4H-SiC (8-atom cell, P6_3mc) under strain, computed with Ansatz 0.2.0: HSE06, plane-wave PAW, 420 eV cutoff, 6×6×2 k mesh, no spin polarisation. The unstrained cell, the atoms in strained cells and the c axis under epitaxial strain were relaxed with r2SCAN. Strain is per length, positive for stretching; changes and energy rises are relative to the unstrained cell.

```
 strain kind  strain (%)  band gap (eV)  band gap change (eV)  least direct gap change (eV)  energy rise per atom (meV)
epitaxial xy          -3          2.885                -0.255                        -0.124                        35.4
epitaxial xy          -2          2.984                -0.156                        -0.069                        14.6
epitaxial xy          -1          3.070                -0.070                        -0.028                         3.0
epitaxial xy           1          3.147                 0.007                         0.014                         5.1
epitaxial xy           2          3.055                -0.085                        -0.037                        17.8
epitaxial xy           3          2.924                -0.215                        -0.142                        37.5
 hydrostatic          -3          3.179                 0.039                         0.059                        58.6
 hydrostatic          -2          3.167                 0.027                         0.041                        23.7
 hydrostatic          -1          3.155                 0.015                         0.022                         4.6
 hydrostatic           1          3.123                -0.016                        -0.025                         8.8
 hydrostatic           2          3.105                -0.035                        -0.052                        29.6
 hydrostatic           3          3.086                -0.054                        -0.081                        61.8
```

One coefficient that works and one that fails

A gap change under small strain can be stored as a single coefficient, so many meV per per cent. Under hydrostatic strain 4H-SiC obeys this fairly well: the gap change divided by the strain drifts only from −13 to −18 meV per % across the series. Under epitaxial strain the same quotient runs from 85 meV per % at −3 % to 70 at −1 %, then drops to 7 at +1 %, and is negative beyond.

Ordinary curvature would not do that. A parabola through the unstrained cell and the epitaxial rows at −1 and −3 % predicts that the gap at +3 %, a row it has not seen, is 120 meV wider than at rest. The calculation finds it 215 meV narrower. The same recipe applied to the hydrostatic rows misses by only 3 meV, so the fault lies in what epitaxial strain does to the levels.

The gap is a distance between two winners

The gap runs from the highest filled level to the lowest empty one. Each level by itself moves smoothly with strain. If two filled levels cross, however, the title of highest passes from one to the other, and the gap acquires a kink that no smooth expansion about zero strain can follow.

In every row the valence top lies at Γ and the conduction minimum at M, so these labels give no warning. The least direct gap also lies at M, and this allows the two ends of the gap to be examined separately. Call the height of the valence top at Γ above the highest filled level at M the lead. Then

change of gap = change of direct gap − change of lead

At +3 %, for instance, the direct gap shrinks by 142 meV and the lead grows by 73 meV, which together give the −215 meV of the table.

The valence kink, worked through

Under epitaxial strain the lead grows on both sides of zero. A smooth minimum could do that too, but here the lead falls almost in a straight line up to zero strain and then turns upwards within one or two steps. That is the mark of the higher of two crossing levels: as the strain passes through the crossing, a level with a higher slope takes over the top, so the slope of the lead jumps upwards. The direct gap is still smooth between 0 and +1 %, which places this first kink at Γ.

The crossing can be located with a ruler. A straight line through zero, fitted to the three compressed rows, gives a lead that falls by 43.5 meV for each per cent of stretching. It should therefore have changed by −43.5 meV at +1 % and −87 meV at +2 %, whereas the calculation gives +7 and +48 meV. The new level is thus ahead of the old one by about 50 and 135 meV, a growth of 85 meV per %. Going back from +1 %, the two are level at

1 % − (50 ÷ 85) % ≈ 0.4 %

Using the +3 % row in place of the +2 % row gives 0.3 %, but the disagreement has a direction. The growth slackens to about 70 meV per % between +2 and +3 %, so the new level pulls ahead along a curve, and a straight line drawn back from it lands too low. A parabola through all three stretched rows puts the crossing nearer 0.5 %. A range of 0.4 to 0.5 % is thus a fair reading of a 1 % grid. The largest epitaxial gap should then be near 3.17 eV, at a strain that no row samples. Spin–orbit coupling, absent from the settings, splits this valence top by roughly 10 meV (a recalled size) and is expected to soften the kink over about a tenth of a per cent without removing it.

Why stretching in the plane swaps the levels

The valence top of SiC is built mainly from p orbitals on carbon. In a hexagonal polytype it consists of a p_x,p_y pair, lying in the plane, and a single p_z-like level along the axis. Stretching the plane while the axis contracts tilts the slanted bonds towards the plane. The tilt favours bonding by the in-plane pair over bonding by the p_z-like level. The slanted bonds also grow longer, which works against the pair, and in a simple bond picture with the atoms carried rigidly by the cell this would be expected to outweigh the tilt. The atoms here are relaxed, however: silicon and carbon are expected to shift along the axis in a way that flattens the slanted bonds further and lengthens the axial bond, which weakens bonding by the p_z-like level. With that shift the pair is expected to sink relative to the p_z-like level.

At rest the pair is on top, so compression only confirms the order and tension reverses it. Hydrostatic strain changes bond lengths but hardly their angles, and no kink appears there. This assignment is standard theory that fits the numbers; the orbital characters were not printed. It also supplies a rule of thumb: the crossing strain is the spacing of the two levels at rest divided by the rate at which strain drives them together.

A second kink, at the other end of the gap

The direct gap at M follows a parabola closely over the four epitaxial rows from −3 to +1 %. Continued to +2 and +3 %, that parabola lies above the computed values by 52 and 143 meV. The shortfall grows by about 90 meV per % and, drawn back as a straight line, shrinks to nothing near +1.4 %; two points cannot show whether it curves, so this place is less certain than it looks.

The valence level at M, in the last column of the output, stays smooth, so the break comes from the conduction side. The zero of that column shifts with the cell, so only its smoothness counts, not its size. The likely cause is a second conduction level at M, which 4H-SiC is known to have a little above the first. Stretching lowers it faster, and beyond the crossing it sets the gap. This would explain why the gap closes so quickly between +2 and +3 %. The output printed below the text gives the separate changes of gap, direct gap and lead for each row.

What this does to a tabulated coefficient

A recipe of one calculation at −1 % and one at +1 % straddles the first kink. It yields 38.5 meV per %, whereas the curve on the compressed side reaches zero strain with a slope of 62.5. The recipe is therefore too low by nearly 40 % relative to that slope.

For stretching well short of the crossing, the steeper value is the one that applies. For 0.1 % of in-plane tension it means a gap wider by about 6 meV instead of 4. Sampling the stretched side in steps of a tenth of a per cent up to +1 % would show where that value stops holding.

A lopsided energy with a different origin

The energy column fails in another way. Hydrostatic stretching by 1 % costs 8.8 meV per atom, compression by 1 % only 4.6, although at 3 % the two costs are nearly equal. Ordinary anharmonicity grows with strain; an imbalance that weighs most at small strain points to a term linear in it, and so to a starting cell that is not at its energy minimum.

The cells were relaxed with r2SCAN and their energies taken with HSE06, which prefers a slightly smaller cell. The HSE06 stress of the unstrained cell, which carries a warning of loose convergence, predicts a linear term of 2.2 meV per atom per %, and the energies themselves give 2.3. For epitaxial strain the stress gives 1.2; the rounded energies of the table give 1.1 and the unrounded ones 1.2. Since stress is the slope of the energy, this shows that the numbers are consistent; that the change of functional causes the stress is the natural reading, not a separate result.

The energy curve is therefore displaced, with its hydrostatic minimum near −0.17 %, and relaxing the cell with HSE06 would cure it. At about 16 meV per %, that shift alters the gap by only some 3 meV. The epitaxial gap curve has kinks, and no better choice of starting cell will make one coefficient serve both sides of a level crossing.

Printed output of the fit:

```
Change from zero strain in meV and the same divided by strain in meV per %:
           row  lead of valence top over M  gap per %  direct gap per %  lead per %  valence level at M per %
  epitaxial xy                         131         85             41.33      -43.67                    -232.3
  epitaxial xy                          87         78              34.5       -43.5                      -226
  epitaxial xy                          42         70                28         -42                    -220.9
  epitaxial xy                           7          7                14           7                      -211
  epitaxial xy                          48      -42.5             -18.5          24                      -206
  epitaxial xy                          73     -71.67            -47.33       24.33                    -200.6
   hydrostatic                          20        -13            -19.67      -6.667                    -382.7
   hydrostatic                          14      -13.5             -20.5          -7                    -376.1
   hydrostatic                           7        -15               -22          -7                    -369.4
   hydrostatic                          -9        -16               -25          -9                    -355.6
   hydrostatic                         -17      -17.5               -26        -8.5                    -350.4
   hydrostatic                         -27        -18               -27          -9                    -344.5
Epitaxial gap change at +3 % from parabola through 0, -1 and -3 %, meV: 120
Epitaxial, that prediction less computed value, meV: 335
Hydrostatic, same recipe, prediction less computed value, meV: -3
Epitaxial gap slope at zero from the compressed side, meV per %: 62.5
Epitaxial gap slope drawn across -1 and +1 %, meV per %: 38.5
fit of dgap on 4 rows (epi & (strain < 1.5)): coefficient of strain 20.92 +/- 0.13, coefficient of strain**2 -6.808 +/- 0.052; rms 0.152, worst epitaxial xy 0.277, leave-one-out rms 0.256
  rows outside the fit (model, value, miss): epitaxial xy 14.6, -37, 51.6; epitaxial xy 1.477, -142, 143; hydrostatic -124, 59, -183; hydrostatic -69.06, 41, -110; hydrostatic -27.72, 22, -49.7; hydrostatic 14.11, -25, 39.1; hydrostatic 14.6, -52, 66.6; hydrostatic 1.477, -81, 82.5
Estimated strain of the conduction crossing at M, %: 1.438
Estimated strain of the valence crossing from +1 and +2 %, %: 0.4024
Same from +1 and +3 %, %: 0.3399
Estimated largest epitaxial gap at the valence crossing, eV: 3.165
Hydrostatic linear energy term from the energies, meV per atom per %: 2.308
Hydrostatic linear energy term from the stress, meV per atom per %: 2.236
Epitaxial linear energy term from the energies, meV per atom per %: 1.133
Epitaxial linear energy term from the stress, meV per atom per %: 1.195
Hydrostatic strain of least HSE06 energy, %: -0.1723
```
